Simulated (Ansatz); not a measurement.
# A family of molecules: the atomisation energy (no zero-point term)

One atom is swapped for its congeners: B(OH)Br2; Al(OH)Br2; Ga(OH)Br2. All are singlets with charge 0.

Shapes, held fixed at every level: PBE0-D4/def2-TZVP. Programs: Ansatz 0.2.0. Values in eV.

Task: How should the atomisation energy change along the series?

Result: At CCSD(T)/def2-TZVPP the atomisation energy falls at every step, from 18.19 to 15.12 eV. Every level shows the same order. Relativity is left out for Br, Ga unless named. Correlated rows may include outer-core shells of Br, Ga, which these sets cover unevenly. Spin-orbit coupling, which grows down the group, is left out (summed over each molecule's free atoms 0.32, 0.32, 0.38 eV).

```
              level  B(OH)Br2  Al(OH)Br2  Ga(OH)Br2
  PBE-D4/def2-TZVPP     19.37      17.56      15.58
B3LYP-D4/def2-TZVPP     18.52      17.09      14.91
  B2PLYP/def2-TZVPP     18.48      17.13      15.03
     MP2/def2-TZVPP     19.13      17.83      15.88
   CCSD(T)/def2-SVP     17.71      16.14      14.29
 CCSD(T)/def2-TZVPP     18.19      17.01      15.12
```

Replacing boron by aluminium and then gallium weakens the total binding, and at every level the second step is the larger. The O–H bond is common to all three molecules, so the trend probably reflects mainly the bonds to the group 13 atom. Boron's compact 2p shell overlaps well with oxygen and bromine and accepts π donation from their lone pairs into its empty p orbital. Aluminium overlaps less effectively, but its low electronegativity makes the bonds strongly polar, and this ionic contribution recovers part of the loss. Gallium gains less from it: the filled 3d shell screens the nuclear charge poorly, leaving the 4s electrons tightly held, which raises the cost of promotion to the trivalent state and reduces bond polarity.

The order is therefore well supported, but the size of the boron–aluminium gap is less so, since it narrows from the smaller to the larger CCSD(T) basis. These totals don't show how the loss is divided between the bonds to oxygen and to bromine.
